Question: Can I fill the two gaps in this strain series, and how far should I trust the result?

I have a calculated series for a metallic HfSc crystal built from alternating layers of hafnium and scandium. All cell lengths are scaled by the same percentage, and I get the energy and the stress at each step. I need the values for the unstrained cell and for a 2 % stretch. Is a constant stiffness good enough for that, or do I need something better? I'd also like to understand why the curve has the shape it has.

HfSc (P-6m2, 2 atoms per cell, unstrained a = 3.242 Å, c = 5.095 Å), all cell vectors scaled equally, atoms relaxed within the symmetry. Ansatz 0.2.0, plane-wave PAW, scalar-relativistic r2SCAN, no spin polarisation, cutoff 500 eV, k mesh 15×15×8, Gaussian smearing 0.1 eV. Changes are from the unstrained cell; stress is positive in compression, and yy equals xx.

```
strain (%)  energy change (meV/atom)  volume change (%)  c over a  stress xx (GPa)  stress zz (GPa)
        -6                     220.6             -16.94     1.571            20.73            19.56
        -4                      94.0             -11.53     1.571            12.42            11.78
        -2                      22.4              -5.88     1.571             5.57             5.33
         0                         ?                  ?         ?                ?                ?
         2                         ?                  ?         ?                ?                ?
         4                      78.2              12.49     1.571            -8.13            -7.50
         6                     168.0              19.10     1.571           -10.97           -10.10
```

Answer:

Start with how the two sides compare. Squeezing the cell by 6 % costs 1.31 times as much energy as stretching it by 6 %, even though stretching changes the volume more. A constant stiffness would make the two costs equal. The crystal therefore gets softer as it expands, and a good estimate has to include this.

The likely reason is a competition between two tendencies of the electrons. Electrons confined to a smaller space have a higher kinetic energy, while their attraction to the ions grows stronger as everything moves closer. The kinetic cost rises more steeply with compression than the attraction does. At the equilibrium length the two tendencies balance, on the compressed side the steep cost dominates, and on the stretched side a gentler attraction pulls the atoms back.

A crude version of this argument already gives about the right imbalance between the two sides. Let λ be the cell length divided by its unstrained length. For free electrons the kinetic energy goes as 1/λ² and the electrostatic attraction as −1/λ. If the two balance at λ = 1, the energy change is

E = A (1/λ − 1)²

where A sets the scale. The ratio of the costs at 6 % compression and 6 % stretch is then (1.06/0.94)², or about 1.27, close to the 1.31 of the table. Hafnium and scandium also bond through d electrons, which are far from free, so the match makes the argument plausible but doesn't prove it. The ratio also doesn't depend on A, so it tests the shape of the curve and not its scale.

The competition itself can be checked with the virial theorem, which links the kinetic and the electrostatic energy to the total energy and the pressure. At 6 % compression it puts the kinetic energy roughly 7 eV per atom higher and the electrostatic energy lower by almost as much. The cost of 0.22 eV per atom in the table is the small remainder. The theorem is exact only without relativity, so with a heavy atom like hafnium these parts are approximate.

The stress is much more lopsided than the energy. Stress xx, the stress within the layers, is 20.73 GPa at 6 % compression and −10.97 GPa at 6 % stretch, where the minus sign means tension. That is a factor of 1.9. Part of it is plain geometry, because stress is force divided by area and the faces of the stretched cell are (1.06/0.94)² = 1.27 times larger. The remaining factor of about 1.5 is the true weakening of the restoring force. The energy adds up that force over the whole path, including the part near equilibrium where both sides are alike, so its own ratio is smaller still.

For the gaps I used the Birch-Murnaghan form, a standard way to describe a solid that softens on expansion. It measures strain by

f = (1/λ² − 1)/2

and writes each stress as

stress = c₀ + c₁ f/λ⁵ + c₂ f²/λ⁵

The constant c₀ allows for stress left in the unstrained cell, c₁ sets the stiffness there, and c₂ adjusts how quickly the stiffness changes with strain. I fitted the three constants to the five known rows, separately for stress xx and for stress zz, the stress along c. Strictly, the form belongs to the mean stress, so using it for each direction is an empirical step.

Here is the estimate for stress xx at 2 % stretch, a row that was not in the fit. With λ = 1.02, f is −0.0194 and λ⁵ is 1.104, so f/λ⁵ is −0.0176 and f²/λ⁵ is 0.00034. The fitted c₁ is 250.6 GPa, c₂ is −297.2 GPa, and c₀ is practically zero:

stress xx = 250.6 × (−0.0176) − 297.2 × 0.00034 ≈ −4.5 GPa

The energy needs no fit of its own, because it is the work done against the mean stress as the volume changes. On the five known rows this work agrees with the computed energies to about 1 meV/atom. Stresses and energies thus tell the same story, which is a good reason to trust the curve between the known points.

My forecasts are these:

Unstrained cell: energy change 0, because this cell is taken as the reference; stress xx 0.0 ± 0.15 GPa; stress zz +0.1 ± 0.15 GPa.

2 % stretch: energy change 20 ± 1 meV/atom; stress xx −4.5 ± 0.15 GPa; stress zz −4.1 ± 0.15 GPa, so the tension within the layers is the larger.

The ranges are my judgement and not statistical limits, since three constants on five points leave little to average over. Stress zz is the less certain of the two. When each known row is left out in turn, its typical error is about 0.09 GPa, against 0.02 GPa for stress xx. The volume change and c over a follow from the scaling alone.

The withheld rows as computed:

```
strain (%)  energy change (meV/atom)  volume change (%)  c over a  stress xx (GPa)  stress zz (GPa)
         0                       0.0               0.00     1.571            -0.01             0.03
         2                      20.5               6.12     1.571            -4.52            -4.20
```

All the forecasts fall within their ranges, though not equally well. Stress xx is almost exact in both rows, and the energy at 2 % stretch is 20.5 meV/atom against a forecast of 20. The zero energy of the unstrained cell is a matter of definition and earns no credit.

Stress zz shows the weak spot. The fit suggested a leftover compression of 0.12 GPa in the unstrained cell, but the calculation has only 0.03 GPa. At 2 % stretch the forecast tension is too small by a similar amount, 0.1 GPa. The likely reason is that the borrowed formula doesn't quite have the right shape for this direction, and the constant c₀ absorbed the mismatch. It looked like leftover stress and mostly was not.

Now to your question about constant stiffness. With the stiffness of the unstrained cell kept fixed, stress xx at 2 % stretch would be −5.0 GPa, about 11 % too large in size. The energy would be 21.3 meV/atom, only 4 % too high. For small strains both errors grow in proportion to the strain, but the one in the stress is more than twice as large. The energy sums the force over the whole path, which dilutes the softening, while the stress also contains the change in area. If you need stresses, constant stiffness is already poor at 2 %; for a rough energy it will do.

A parabola in plain strain is no cure, although it has as many constants as the form used here. Fitted to the same five rows, it misses stress xx at 2 % stretch by 0.3 GPa. The stress curve bends more strongly on the compressed side than on the stretched side, and a parabola has the same curvature everywhere. The analysis printed below gives both fits in full.

For practical use, the computed stiffness at the unstrained cell corresponds to a bulk modulus of about 82 GPa, with the cell shape held. Don't read the series as a compression test under uniform pressure, however. The shape of the cell was held fixed, so the constant c over a is imposed, and the stress within the layers is larger in size than that along c in every strained row. Under truly uniform pressure, a cell that is stable against this change of shape would shorten slightly more along c than within the layers.

Take care at the stretched end too. The series reaches a tension of more than 10 GPa, but with symmetry and cell prescribed, the crystal has little freedom to fail. Whether a real piece would shear or crack before that point is untested here. Nor does the series test, at any strain, whether this ordered crystal is stable against distortion or against other structures.

The same reasoning carries over to other metals. Potassium, for example, would show far smaller energies and stresses in such a series, because its bulk modulus is only a few GPa. It would still resist squeezing more than stretching, since the same competition between kinetic energy and attraction is at work. To guess such a curve, take the scale of the stress from the bulk modulus and that of the energy per atom from the bulk modulus times the volume per atom. Expect the stress to be clearly more lopsided than the energy.

Numerical output:

```
fit of stress_xx_curve on 5 rows: constant -0.003578 +/- 0.0078, coefficient of g 250.6 +/- 0.12, coefficient of h -297.2 +/- 3.2; rms 0.00635, worst -4 -0.00836, leave-one-out rms 0.0236
  rows outside the fit (model, value, miss): 0 -0.003578, -0.01, 0.00642; 2 -4.513, -4.52, 0.00747
fit of stress_zz_curve on 5 rows: constant 0.1164 +/- 0.029, coefficient of g 234.5 +/- 0.45, coefficient of h -268.3 +/- 12; rms 0.0238, worst 4 0.0332, leave-one-out rms 0.085
  rows outside the fit (model, value, miss): 0 0.1164, 0.03, 0.0864; 2 -4.098, -4.2, 0.102
fit of stress_xx_curve on 5 rows: constant -0.159 +/- 0.23, coefficient of strain_series -2.618 +/- 0.025, coefficient of strain_series**2 0.1405 +/- 0.0091; rms 0.161, worst 4 -0.252, leave-one-out rms 0.519
  rows outside the fit (model, value, miss): 0 -0.159, -0.01, -0.149; 2 -4.833, -4.52, -0.313
Energies in meV/atom and stress difference in GPa:
  row  constant stiffness  work from stress  computed  work less computed  xx less zz
   -6               191.7               220     220.6             -0.5982        1.17
   -4               85.19             93.74        94             -0.2639        0.64
   -2                21.3             22.58      22.4              0.1763        0.24
    0                   0                 0         0                   0       -0.04
    2                21.3             20.05      20.5             -0.4463       -0.32
    4               85.19             77.34      78.2             -0.8592       -0.63
    6               191.7               167       168              -1.004       -0.87
Bulk modulus at the reference cell from the stress fits, GPa: 81.75
Energy at 6 % compression over energy at 6 % expansion: 1.313
In-plane stress step from -6 to -4 % strain, GPa: 8.31
In-plane stress step from 4 to 6 % strain, GPa: 2.84
In-plane stress at 2 % stretch if stiffness stayed constant, GPa: -5.016
```
